\section*{Scalar and tensor static polarisabilities of an atomic level}

An ion held above a microfabricated trap chip feels electric fields from electrodes and from charged dielectric surfaces, and these fields shift its optical resonance. For a level of angular momentum $J$ the shift is quadratic in the field and differs among the $2J+1$ magnetic sublevels. Two numbers describe all sublevels and all field directions, the scalar polarisability $\alpha_0$ and the tensor polarisability $\alpha_2$. They play the same roles as the mean permittivity and the anisotropy of a uniaxial crystal. We derive them with the Wigner--Eckart theorem and one Racah recoupling, confirm the result by an elementary route, and apply it to the $3d\,^2D_{5/2}$ clock level of $^{40}$Ca$^+$.

\subsection*{Premises and conventions}

\begin{enumerate}
\item The field-free Hamiltonian $H_0$ commutes with the total electronic angular momentum $\mathbf J$ (in units of $\hbar$) and with parity. Its eigenstates are $|\gamma J M\rangle$, where $\gamma$ collects all other labels, and the energy does not depend on $M$. There is no nuclear spin.
\item The field $\mathbf E$ is static and uniform over the atom, so the perturbation is $V=-\mathbf d\cdot\mathbf E$, with $\mathbf d=-e\sum_i\mathbf r_i$ measured from the nucleus. The force on the net charge of an ion acts on the centre of mass and is treated separately.
\item $V$ is small against the distance to every other level.
\end{enumerate}

An irreducible tensor operator of rank $k$ is a set $T^{k}_q$, $q=-k,\dots,k$, that obeys $[J_z,T^k_q]=qT^k_q$ and $[J_\pm,T^k_q]=\sqrt{k(k+1)-q(q\pm1)}\,T^k_{q\pm1}$. The dipole has rank 1, with $d_0=d_z$ and $d_{\pm1}=\mp(d_x\pm i d_y)/\sqrt2$. These commutators make the vectors $T^k_q|JM\rangle$ transform under rotations like product states of angular momenta $J$ and $k$. Their overlap with $|J'M'\rangle$ is therefore a Clebsch--Gordan coefficient times a number that does not depend on $M$, $q$, $M'$. This is the Wigner--Eckart theorem. With Condon--Shortley phases and the normalisation of Edmonds it reads, for integer $k$,
\begin{equation}
\langle\gamma'J'M'|T^k_q|\gamma JM\rangle=(-1)^{J'-M'}\begin{pmatrix}J'&k&J\\-M'&q&M\end{pmatrix}\langle\gamma'J'\|T^k\|\gamma J\rangle=\frac{\langle JM\,kq|J'M'\rangle}{\sqrt{2J'+1}}\langle\gamma'J'\|T^k\|\gamma J\rangle .
\label{we}
\end{equation}
The double-bar quantity is the reduced matrix element. A $3j$ symbol is unchanged by a cyclic permutation of its columns and takes the factor $(-1)^{j_1+j_2+j_3}$ under an exchange of two columns or a reversal of all lower entries.

\subsection*{Step 1: effective Hamiltonian of the level}

Let $P$ project on the $2J+1$ states of the level, of energy $W_0$, and let $Q=1-P$. Projecting $(H_0+V)\psi=W\psi$ with $Q$ gives $Q\psi=(W-QH_0Q-QVQ)^{-1}QVP\psi$. Inserting this into the projection with $P$ gives an eigenvalue problem inside the level, with operator $W_0+PVP+PVQ(W-QH_0Q-QVQ)^{-1}QVP$. The dipole is odd under parity and all states of the level share one parity, so $PVP=0$ and there is no linear shift. To second order we set $W=W_0$ and drop $QVQ$ in the inverse:
\begin{equation}
H_{\rm eff}=-P(\mathbf d\cdot\mathbf E)\,G\,(\mathbf d\cdot\mathbf E)P,\qquad
G=\sum_{\gamma'J'}\frac{1}{\Delta_{\gamma'J'}}\sum_{M'}|\gamma'J'M'\rangle\langle\gamma'J'M'| ,
\label{heff}
\end{equation}
where $\Delta_{\gamma'J'}=W_{\gamma'J'}-W_0$ keeps its sign and the sum covers all other levels and the continuum. Parity also removes the third order, so the first correction is of order $E^4$. Each inner sum projects on a complete level and commutes with $\mathbf J$. Hence $G$ is a scalar operator, and so is each of its terms.

\subsection*{Step 2: decomposition into ranks}

Take $\mathbf E$ along $z$, so that $H_{\rm eff}=-E^2\,P\,d_0Gd_0P$. Because $G$ commutes with $\mathbf J$, the nine products $d_qGd_{q'}$ transform like the product states of two unit angular momenta, and the combinations
\begin{equation}
T^K_Q=\sum_{qq'}\langle1q\,1q'|KQ\rangle\,d_qGd_{q'},\qquad K=0,1,2,
\label{tk}
\end{equation}
are irreducible tensors. The Clebsch--Gordan matrix is real and orthogonal, so the inversion is $d_0Gd_0=\sum_K\langle10\,10|K0\rangle T^K_0$. The coefficients are $-1/\sqrt3$, $0$ and $\sqrt{2/3}$ for $K=0,1,2$, which gives
\begin{equation}
H_{\rm eff}=-E^2P\Big[-\tfrac{1}{\sqrt3}\,T^0_0+\sqrt{\tfrac23}\,T^2_0\Big]P .
\label{ranks}
\end{equation}
Rank 1 is absent because it is the antisymmetric combination, while the product $E_iE_j$ of a static field with itself is symmetric. Both remaining operators have $Q=0$, so $H_{\rm eff}$ is diagonal in $M$ and its diagonal elements are the shifts $\delta W_M$.

\subsection*{Step 3: dependence on $M$}

For $K=0$ the Clebsch--Gordan coefficient in \eqref{we} equals 1, and $\langle JM|T^0_0|JM\rangle=\langle J\|T^0\|J\rangle/\sqrt{2J+1}$.

For $K=2$ note that $3J_z^2-\mathbf J^2$ is itself the $Q=0$ component of a rank-2 tensor. By \eqref{we} its eigenvalue $X_M=3M^2-J(J+1)$ is proportional to the geometric factor $g_M=(-1)^{J-M}\big(\begin{smallmatrix}J&2&J\\-M&0&M\end{smallmatrix}\big)$. The orthogonality of $3j$ symbols fixes $\sum_M g_M^2=1/5$, and the power sums of $M$ give $\sum_MX_M^2=J(J+1)(2J-1)(2J+1)(2J+3)/5$. The sign follows from $g_J=\langle JJ\,20|JJ\rangle/\sqrt{2J+1}$, which is positive in the Condon--Shortley convention, as is $X_J=J(2J-1)$. Thus
\begin{equation}
g_M=\frac{3M^2-J(J+1)}{\sqrt{J(J+1)(2J-1)(2J+1)(2J+3)}},\qquad J\ge1 .
\label{gm}
\end{equation}
For $J=0$ and $J=\tfrac12$ the triangle rule for $(J,2,J)$ fails, and the rank-2 term vanishes.

\subsection*{Step 4: reduced elements by Racah recoupling}

Insert $G$ into \eqref{tk} and apply the Clebsch--Gordan form of \eqref{we} to both dipoles:
\begin{equation}
\langle JM|T^K_Q|JM_0\rangle=\sum_{\gamma'J'}\frac{\langle J\|d\|J'\rangle\langle J'\|d\|J\rangle}{\Delta_{\gamma'J'}\sqrt{(2J+1)(2J'+1)}}\;S,
\label{ins}
\end{equation}
\begin{equation}
S=\sum_{qq'M'}\langle1q\,1q'|KQ\rangle\langle JM_0\,1q'|J'M'\rangle\langle J'M'\,1q|JM\rangle ,
\end{equation}
with the labels $\gamma,\gamma'$ suppressed. The sum $S$ concerns three angular momenta, $j_1=J$, $j_2=1$ (projection $q'$) and $j_3=1$ (projection $q$). The last two coefficients build the state in which $j_1$ and $j_2$ couple to $J'$, and then $j_3$ is added to give $J$. The first coefficient, after the exchange $\langle1q\,1q'|KQ\rangle=(-1)^K\langle1q'\,1q|KQ\rangle$, couples $j_2$ and $j_3$ to $K$. So $(-1)^KS$ is the overlap of the first state with $|JM_0\rangle|KQ\rangle$. Expanding this product in states of total angular momentum leaves only the component with total $J$, whose amplitude is $\langle JM_0\,KQ|JM\rangle$. The overlap of the two coupling orders is the definition of the $6j$ symbol,
\begin{equation}
\langle(j_1j_2)j_{12},j_3;j\,|\,j_1,(j_2j_3)j_{23};j\rangle=(-1)^{j_1+j_2+j_3+j}\sqrt{(2j_{12}+1)(2j_{23}+1)}\begin{Bmatrix}j_1&j_2&j_{12}\\j_3&j&j_{23}\end{Bmatrix}.
\end{equation}
With $j=J$, $j_{12}=J'$, $j_{23}=K$ this yields
\begin{equation}
S=(-1)^{2J+K}\sqrt{(2J'+1)(2K+1)}\begin{Bmatrix}J&1&J'\\1&J&K\end{Bmatrix}\langle JM_0\,KQ|JM\rangle .
\label{s}
\end{equation}

The product of reduced elements becomes a squared modulus with a phase. Since $d_0$ is Hermitian, $\langle J'M|d_0|JM\rangle=\langle JM|d_0|J'M\rangle^*$. Exchanging the outer columns and then reversing the lower entries gives the same factor twice, and $J+J'+1$ is an integer, so
\begin{equation}
\begin{pmatrix}J&1&J'\\-M&0&M\end{pmatrix}=\begin{pmatrix}J'&1&J\\-M&0&M\end{pmatrix}.
\label{sym}
\end{equation}
Only the prefactors $(-1)^{J'-M}$ and $(-1)^{J-M}$ of \eqref{we} differ, and therefore $\langle J'\|d\|J\rangle=(-1)^{J-J'}\langle J\|d\|J'\rangle^*$. The collected phase is $(-1)^{K+3J-J'}=(-1)^{K+J+J'}$, because the exponents differ by the even integer $2(J-J')$. Comparing \eqref{ins} with \eqref{we} gives
\begin{equation}
\langle J\|T^K\|J\rangle=(-1)^K\sqrt{2K+1}\sum_{\gamma'J'}(-1)^{J+J'}\begin{Bmatrix}J&1&J'\\1&J&K\end{Bmatrix}\frac{|\langle J\|d\|J'\rangle|^2}{\Delta_{\gamma'J'}} .
\label{red}
\end{equation}

\subsection*{Step 5: the result}

For $K=0$ the $6j$ symbol has the value $(-1)^{J+J'+1}/\sqrt{3(2J+1)}$. The phases multiply to $-1$, which cancels the sign of $-1/\sqrt3$ in \eqref{ranks}, and the scalar shift is $-E^2\sum|\langle J\|d\|J'\rangle|^2/[3(2J+1)\Delta]$. For $K=2$ the shift is $-E^2\sqrt{2/3}\,g_M\sqrt5$ times the sum in \eqref{red}. Both are written in the form $-\tfrac12\alpha E^2$, and the tensor part is normalised so that its $M$-dependent factor equals 1 for $M=\pm J$:
\begin{equation}
\delta W_M=-\frac{E^2}{2}\left[\alpha_0+\alpha_2\,\frac{3M^2-J(J+1)}{J(2J-1)}\right].
\label{shift}
\end{equation}
The prefactor of the sum in $\alpha_2$ is then $2\sqrt{10/3}\,J(2J-1)$ divided by the root in \eqref{gm}. Its square is $40J(2J-1)/[3(J+1)(2J+1)(2J+3)]$, and $40/3=16\times5/6$, so that
\begin{equation}
\alpha_0=\frac{2}{3(2J+1)}\sum_{\gamma'J'}\frac{|\langle\gamma J\|d\|\gamma'J'\rangle|^2}{\Delta_{\gamma'J'}},
\label{a0}
\end{equation}
\begin{equation}
\alpha_2=4C\sum_{\gamma'J'}(-1)^{J+J'}\begin{Bmatrix}J&1&J'\\1&J&2\end{Bmatrix}\frac{|\langle\gamma J\|d\|\gamma'J'\rangle|^2}{\Delta_{\gamma'J'}},\qquad C=\sqrt{\frac{5J(2J-1)}{6(J+1)(2J+1)(2J+3)}} .
\label{a2}
\end{equation}
The intermediate levels have opposite parity and $J'=J-1$, $J$ or $J+1$. Since $\sum_MX_M=0$, $\alpha_0$ is the polarisability averaged over the sublevels.

\subsection*{Confirmation without $6j$ symbols}

Applying \eqref{we} directly to \eqref{heff} gives $\delta W_M=-E^2\sum w_{J'}(M)|\langle J\|d\|J'\rangle|^2/\Delta$, where $w_{J'}(M)$ is the square of the symbol in \eqref{sym}. Steps 2 and 3 hold for each term of $G$, so $w_{J'}$ is linear in $M^2$, and orthogonality demands $\sum_Mw_{J'}=1/3$. One further condition fixes each case. For $J'=J-1$ there is no partner state at $M=\pm J$, so $w\propto J^2-M^2$. For $J'=J$ the geometric factor is that of $J_z$, so $w\propto M^2$. For $J'=J+1$ the symmetry \eqref{sym} turns the case into the first one seen from the level $J+1$, so $w\propto(J+1)^2-M^2$. Using $\sum_MM^2=J(J+1)(2J+1)/3$ to normalise,
\begin{equation}
w_{J-1}=\frac{J^2-M^2}{J(2J-1)(2J+1)},\quad w_J=\frac{M^2}{J(J+1)(2J+1)},\quad w_{J+1}=\frac{(J+1)^2-M^2}{(J+1)(2J+1)(2J+3)} .
\end{equation}
Substituting $M^2=[X_M+J(J+1)]/3$ brings each to the form $w_{J'}=[1+r_{J'}X_M/(J(2J-1))]/[3(2J+1)]$ with
\begin{equation}
r_{J-1}=-1,\qquad r_J=\frac{2J-1}{J+1},\qquad r_{J+1}=-\frac{J(2J-1)}{(J+1)(2J+3)} .
\label{r}
\end{equation}
The constant term reproduces \eqref{a0}, and each channel contributes to $\alpha_2$ its contribution to $\alpha_0$ times $r_{J'}$. For $J=5/2$, $C=5\sqrt{14}/84$, and the $6j$ symbols for $J'=3/2,5/2,7/2$ are $-\sqrt{14}/30$, $-4\sqrt{14}/105$, $-\sqrt{14}/84$. The phases $(-1)^{J+J'}$ are $+,-,+$ and the prefactor in \eqref{a0} is $1/9$. The ratios $36C(-1)^{J+J'}\{6j\}$ come out as $-1$, $8/7$, $-5/14$, the values of \eqref{r}.

\subsection*{Field at an angle to a magnetic bias}

Equation \eqref{shift} is the spectrum of an operator built from the component of $\mathbf J$ along the field. No other direction enters, so for any unit vector $\mathbf n$ along $\mathbf E$,
\begin{equation}
H_{\rm eff}=-\frac{E^2}{2}\left[\alpha_0+\alpha_2\frac{3(\mathbf n\cdot\mathbf J)^2-\mathbf J^2}{J(2J-1)}\right].
\end{equation}
In a trap a magnetic field along $z$ usually splits the sublevels far more than the electric field does, and then only the diagonal elements matter. With $\mathbf n\cdot\mathbf J=J_z\cos\theta+J_x\sin\theta$, the cross term $J_xJ_z+J_zJ_x$ changes $M$ and has no diagonal element, while $\langle J_x^2\rangle=[J(J+1)-M^2]/2$. Collecting terms gives $\langle3(\mathbf n\cdot\mathbf J)^2-\mathbf J^2\rangle=\tfrac12(3\cos^2\theta-1)X_M$. The tensor term of \eqref{shift} is multiplied by $\tfrac12(3\cos^2\theta-1)$, as in a uniaxial medium, and it vanishes at $\theta=54.7^\circ$ and on averaging over directions.

\subsection*{Range of validity}

Four conditions bound the result. First, the fourth-order term is smaller than the second-order one by roughly $(|\langle J\|d\|J'\rangle|E/\Delta)^2$ for the nearest strong channel, and this must be small. Degenerate levels of opposite parity, as in the nonrelativistic model of excited hydrogen, give a linear shift and are excluded. Second, the rank-2 operator also couples fine-structure partners of the same parity, so the shift must stay far below the fine-structure interval for $J$ to remain a good label. Third, a nuclear spin makes the total angular momentum $F$ the good label at weak fields. Then $\alpha_0$ is unchanged if hyperfine intervals are neglected in $\Delta$, but the tensor factor needs a further recoupling. Fourth, for a linearly polarised field oscillating at angular frequency $\Omega$, $E^2$ is replaced by its time average, with a relative correction of order $(\hbar\Omega/\Delta)^2$. Near optical frequencies the denominators change, and circular polarisation brings back rank 1. Field gradients and motion of the ion give separate shifts, sized below.

\subsection*{Illustration: the $3d_{5/2}$ level of $^{40}$Ca$^+$}

This ion has one electron outside a closed Ca$^{2+}$ core and no nuclear spin. Atomic units are used, with $ea_0$ for dipoles ($a_0$ the Bohr radius), the hartree $E_h=219475$ cm$^{-1}$ for energies, and $4\pi\epsilon_0a_0^3$ for polarisabilities. Divided by Planck's constant $h$, one atomic unit (a.u.) of polarisability is $0.2488$ mHz/(V/cm)$^2$.

Typical inputs, all of them approximate, are the level energies above the $4s_{1/2}$ ground level, 13711 ($3d_{5/2}$), 25414 ($4p_{3/2}$) and 68057 cm$^{-1}$ (both $4f$ levels), the reduced elements $|\langle3d_{5/2}\|d\|4p_{3/2}\rangle|=3.3$ and $|\langle3d_{5/2}\|d\|4f_{7/2}\rangle|=2.3$, a core polarisability of 3.2 a.u., and a ground-level polarisability of 76 a.u. The clock line lies at 729.3 nm, or $\nu_0=411.0$ THz. The denominators are $11703$ cm$^{-1}=0.05332\,E_h$ and $54346$ cm$^{-1}=0.2476\,E_h$.

The $f_{5/2}$ channel needs no new input if both $f$ levels share one energy and one radial function. The dipole and $G$ then act on orbital motion alone. The scalar $T^0_0$ is a constant on the whole $d$ shell, so $\alpha_0$ is that of a spinless $L=2$ level. The state $M=5/2$ is the orbital state $m=2$ times spin up, so $\alpha_0+\alpha_2$ is also that of the spinless level. The whole $f$ channel therefore has the ratio $r_{L+1}=-2/7$ from \eqref{r} with $J\to2$. If $f_{5/2}$ carries the fraction $x$ of the scalar part, then $\tfrac87x-\tfrac5{14}(1-x)=-\tfrac27$, so $x=1/21$ and the squared reduced elements stand as $1:20$.

The higher $f$ levels and the $f$ continuum are lumped into an assumed 3.5 a.u. in $\alpha_0$. This value was chosen so that the model reproduces the typical behaviour of the level, and the totals are therefore no test of the model. The closed core has $J=0$ and adds to $\alpha_0$ only.

\begin{center}
\begin{tabular}{lccc}
channel & $\alpha_0$ (a.u.) & ratio & $\alpha_2$ (a.u.)\\\hline
$4p_{3/2}$ & $22.7$ & $-1$ & $-22.7$\\
$4f_{5/2}$ & $0.12$ & $8/7$ & $0.14$\\
$4f_{7/2}$ & $2.37$ & $-5/14$ & $-0.85$\\
higher $f$ & $3.5$ & $-2/7$ & $-1.0$\\
core & $3.2$ & $0$ & $0$\\\hline
model total & $31.9$ & & $-24.4$
\end{tabular}
\end{center}

The first row is $3.3^2/(9\times0.05332)$, and the third is $2.3^2/(9\times0.2476)$. The third figure of the totals is a guard digit. A change of one per cent in the $4p_{3/2}$ element moves both totals by about 0.5 a.u. Left out are the higher $p_{3/2}$ levels, typically a few hundredths of an a.u., and the blocking of core excitations into the occupied $3d$ orbital, typically about 0.2 a.u. The model supports $\alpha_0\approx32$ a.u. and $\alpha_2\approx-24$ a.u.

Assume a root-mean-square field of 10 V/cm parallel to the magnetic bias. For scale, blackbody radiation at 300 K has $\langle E^2\rangle=4\sigma T^4/(c\epsilon_0)$, with $\sigma$ the Stefan--Boltzmann constant, or 8.3 V/cm, and being isotropic it probes $\alpha_0$ alone. At 10 V/cm each a.u. lowers a level by 12.44 mHz. The ground level has $J=\tfrac12$ and no tensor term, so the line shift is $-\tfrac12[\alpha(M)-76\ \text{a.u.}]E^2/h$, with $\alpha(M)$ the bracket in \eqref{shift}.

\begin{center}
\begin{tabular}{ccccc}
$|M|$ & $X_M/10$ & $\alpha(M)$ (a.u.) & $\alpha(M)-76$ (a.u.) & line shift (Hz)\\\hline
$5/2$ & $1$ & $7.5$ & $-68.5$ & $+0.85$\\
$3/2$ & $-1/5$ & $36.8$ & $-39.2$ & $+0.49$\\
$1/2$ & $-4/5$ & $51.4$ & $-24.6$ & $+0.31$\\\hline
mean & $0$ & $31.9$ & $-44.1$ & $+0.55$
\end{tabular}
\end{center}

The line moves up because the ground level is pushed down more than the $d$ level. The sublevels $M=\pm5/2$ are weakly polarisable along the axis because $4p_{3/2}$ has no state with $|M|=5/2$ and the dominant channel drops out. Their value is the least secure one in relative terms, since the assumed higher-$f$ term supplies 2.5 of the 7.5 a.u., and without it the model would give 5.0 a.u.

The validity conditions hold with wide margins. The field is $1.9\times10^{-9}$ atomic units, so $|\langle J\|d\|J'\rangle|E/\Delta=1.2\times10^{-7}$ for $4p_{3/2}$. The partner $3d_{3/2}$, at a typical 13650 cm$^{-1}$, lies 61 cm$^{-1}$ or 1.8 THz away. An assumed bias of 0.3 mT with the Land\'e factor $6/5$ separates the sublevels by 5.0 MHz, and $|\alpha_2|E^2/2h$ would reach this only near $4\times10^4$ V/cm.

Two other effects rival the shift. A trapped ion settles where the mean force vanishes, so a stray static field displaces it to a point where it feels the radio-frequency trapping field. For an assumed drive $\Omega/2\pi=25$ MHz, $\hbar\Omega/\Delta=7\times10^{-8}$ and the static polarisabilities apply. The same field drives motion with $v_{\rm rms}=eE_{\rm rms}/(m\Omega)=15$ m/s for an approximate mass $m=40$ u, and time dilation shifts the line by $-\nu_0v_{\rm rms}^2/2c^2=-0.54$ Hz. This is as large as the mean shift in the table and opposite in sign. Next, static axial confinement at an assumed $\omega_z/2\pi=1$ MHz requires a potential $\Phi=\tfrac14\Phi_{zz}(3z^2-r^2)$ with curvature $\Phi_{zz}=m\omega_z^2/e=16$ V/mm$^2$. It acts on the quadrupole moment $\Theta$, the expectation value of $-\tfrac e2\sum_i(3z_i^2-r_i^2)$ at $M=J$, typically $1.8\,ea_0^2$ for this level. With the bias along the trap axis the shift at $|M|=5/2$ has magnitude $\Theta\Phi_{zz}/2h=10$ Hz. The quadrupole operator has rank 2, so by \eqref{gm} this shift carries the same factor $X_M$ as the tensor polarisability. Averaging the line over $|M|=1/2,3/2,5/2$ removes both rank-2 terms for any orientation of the fields, and leaves the model's scalar Stark shift of $+0.55$ Hz at 10 V/cm, a fraction $1.3\times10^{-15}$ of the clock frequency, together with the motional shift.